**Problem: the basis-set error in the atomization energy of BF$_3$**

The atomization energy $D$ of planar BF$_3$ is the energy of one free B atom and three free F atoms less that of the molecule. The table follows $D$ at the frozen-core MP2 level through six basis sets at one fixed geometry. The column "functions" is the number $N$ of basis functions, and the last column is the shift $s = D - D_{\mathrm{QZ}}$ from the cc-pVQZ value, $D_{\mathrm{QZ}} = 2058.2$ kJ/mol. In each basis the molecule is a closed-shell singlet with a stable restricted Hartree-Fock (RHF) reference, so the rows describe one state.

Atomization energy of BF$_3$ (neutral singlet) in six basis sets, computed with Ansatz 0.2.0 at the MP2 level with the 1s cores of B and F frozen and a restricted Hartree-Fock reference for the molecule. The geometry is fixed at the MP2(full)/6-31G* structure; 6-31Gstar stands for 6-31G*.

| basis | functions | atomization energy less its quadruple-zeta value (kJ/mol) |
| --- | --- | --- |
| STO-3G | 20 | -402.9 |
| 6-31G | 36 | -377.3 |
| cc-pVDZ | 56 | -155.0 |
| 6-31Gstar | 60 | -67.8 |
| cc-pVTZ | 120 | -25.8 |
| cc-pVQZ | 220 | 0.0 |

**(a)** Why is $s$ negative in each smaller basis, and why does the step from 6-31G to 6-31G* gain so much more than the step from STO-3G to 6-31G?

**Solution.** A finite basis leaves both the atoms and the molecule too high in energy, and $D$ feels only the difference. The regions near the nuclei look alike before and after bonding, so their errors largely drop out. What bonding changes is the valence region: charge moves from B towards F, the density is distorted along the bonds, and unpaired electrons are paired. At the mean-field level a free B or F atom needs little beyond s and p functions, while the distorted density of the molecule needs more, and the newly paired electrons add correlation that a small set recovers only in part. A small basis is therefore expected to serve the molecule less well than the atoms, and a molecule left too high is underbound.

Let $\delta_{\mathrm{mol}}$ and $\delta_{\mathrm{at}}$ be the energies of the molecule and of the four atoms above their cc-pVQZ values. Then

$$s = \delta_{\mathrm{at}} - \delta_{\mathrm{mol}} .$$

The same calculations give the molecule's RHF and MP2 correlation energies, hence $\delta_{\mathrm{mol}}$, and $\delta_{\mathrm{at}}$ follows by adding $s$. For cc-pVTZ, $\delta_{\mathrm{mol}} = 271.0$ kJ/mol, and $271.0 - 25.8 = 245.2$ kJ/mol is the atomic error. Over the five smaller sets, 81 to 97 % of the molecular error cancels in this way, and $s$ is the small remainder.

The remainder depends first on the highest angular momentum $l$ in the basis. STO-3G and 6-31G stop at p functions and fall 18 to 20 % short of $D_{\mathrm{QZ}}$, the two sets with d functions fall 3 to 8 % short, and cc-pVTZ with f functions about 1 %. More s and p functions mainly improve the radial shape of the orbitals, which atoms and molecule both need. A d function mixed into a p orbital tilts it towards a neighbour, and only a bonded atom has a neighbour.

The numbers for the d step fit this picture. Going from 6-31G to 6-31G* raises $D$ by 309.5 kJ/mol and lowers the molecular RHF energy by 285.5 kJ/mol, which is 92 % of that gain. It is well established that d functions change the Hartree-Fock energy of a free first-row atom only a little. The d shell of 6-31G* also contains an s-type combination, which can lower the atoms somewhat further, but most of the molecular lowering should still pass into $D$. The molecular correlation energy deepens even more, by 438 kJ/mol, but d functions also correlate electrons in free atoms, and the four atoms together fall by 414.5 kJ/mol in this step. If little of that is Hartree-Fock energy, most of the correlation part cancels. The d step is therefore mainly polarization of the mean field, a conclusion that rests on the atomic argument as well as on the computed molecule.

The step from STO-3G to 6-31G adds no new $l$. It lowers the molecule by 12459 kJ/mol and the atoms by 12433 kJ/mol, nearly all of it at the RHF level in the molecule, and $D$ moves by only 25.6 kJ/mol. The closeness of the two rows is thus a cancellation and no sign of similar quality. STO-3G also treats correlation unevenly: a fluorine atom with frozen 1s has eight valence spin orbitals for seven electrons, so no double excitation exists, whereas the molecule gains 253 kJ/mol of correlation. Of the free atoms, only boron has correlation energy to set against this. The small step in $D$ may therefore hide larger, opposite moves of its Hartree-Fock and correlation parts. The table holds only their sum, so the absence of a new $l$ is not shown to be the whole reason.

**(b)** cc-pVDZ and 6-31G* both carry one d shell per atom and have nearly the same size. Does the smaller shift of 6-31G* make it the better basis?

**Solution.** It does not. The four extra functions add no polarization: 6-31G* has 15 functions per atom against 14 because it uses six Cartesian d functions, whose combination $x^2+y^2+z^2$ is of s type. The angular content of the two sets is the same.

The molecular MP2 energy is in fact 158.2 kJ/mol lower in cc-pVDZ, mostly through correlation. Since $D$ is 87.2 kJ/mol smaller there, the atoms must be lower by $158.2 + 87.2 = 245.4$ kJ/mol. So cc-pVDZ describes both sides better, but it helps the atoms more than the molecule. The good showing of 6-31G* comes from poorer atoms, whose error hides more of the molecular one.

Why the balance falls this way is not settled by these energies. The d functions of cc-pVDZ were optimized for the correlation energy of free atoms, while those of 6-31G* were chosen with molecules in mind, and this may be part of the origin. The s and p functions of the two sets differ as well, so the imbalance need not lie in correlation alone. Basis superposition, in which each atom borrows its neighbours' functions inside the molecule and $D$ is raised, may act in the same direction. The fixed geometry was optimized in 6-31G* and also favours that row; for cc-pVTZ alone, the residual CCSD(T) force on fluorine with a rough recalled bond stiffness puts the penalty at about 1 kJ/mol.

**(c)** Estimate how far cc-pVQZ lies from the basis limit, and decide whether the cc-pV$X$Z rows follow the law used.

**Solution.** Once polarization is in place, the slowest part to converge is the correlation hole. The exact wavefunction has a cusp where two electrons of opposite spin meet, and products of smooth orbitals build it up only through ever higher $l$. The energy gained from shell $l$ falls as $(l+\tfrac12)^{-4}$. A set with cardinal number $X$ (2, 3, 4 for DZ, TZ, QZ) stops at $l = X$, and summing the omitted shells gives an error roughly proportional to $(X+1)^{-3}$. For large $X$ this goes over into the simpler law used here:

$$s(X) = a - A X^{-3},$$

where $a$ is the height of the limit above cc-pVQZ. The two constants are fixed exactly by the TZ and QZ rows:

$$A = \frac{25.8}{1/27 - 1/64} = 1205\ \text{kJ/mol}, \qquad a = \frac{1205}{64} = 18.8\ \text{kJ/mol}.$$

The DZ row was not used and serves as the test. The model gives $18.8 - 1205/8 = -131.8$ kJ/mol against $-155.0$ in the table, a miss of 23 kJ/mol, far beyond the rounding and larger than $a$ itself.

The ratio of the DZ-to-TZ step to the TZ-to-QZ step shows how little the law fits the parts of $D$. A pure $X^{-3}$ law gives 4.11 and $D$ gives 5.01, which looks like a mild deviation. The molecule's own correlation energy, however, has a ratio of only 2.66, nearer to the 2.81 of $(X+1)^{-3}$, so at DZ the large-$X$ form does not yet hold for it, while its RHF energy converges faster, with 4.65. The ratio for $D$ exceeds both, which is possible because it belongs to a difference of large molecular and atomic steps. The slow molecular correlation alone would make the law miss DZ in the other direction, so the miss arises from how molecule and atoms combine, and the table does not split that difference into Hartree-Fock and correlation parts. Even a ratio close to 4.11 would therefore not confirm the cusp law.

The limit depends on the form chosen. An exponential in $X$ passed through all three rows, which leaves nothing to test it on, gives $a = 6$ kJ/mol. A form linear in $1/N$ fixed on TZ and QZ gives 31 kJ/mol, and it misses 6-31G by 219 kJ/mol, since counting functions ignores their angular type. The zero of the table is thus probably some 6 to 31 kJ/mol below the MP2 limit, and no single value in that span is secure.

That limit is still not nature: core correlation, spin-orbit coupling of the atoms and zero-point motion are absent, and MP2 tends to overbind such molecules, so an underbinding basis can agree with experiment by accident. Averaged over the three bonds, the shift is $-126$ kJ/mol in 6-31G, $-52$ in cc-pVDZ and $-9$ in cc-pVTZ, so among these sets only triple zeta brings the mean B–F energy within about 10 kJ/mol of cc-pVQZ.
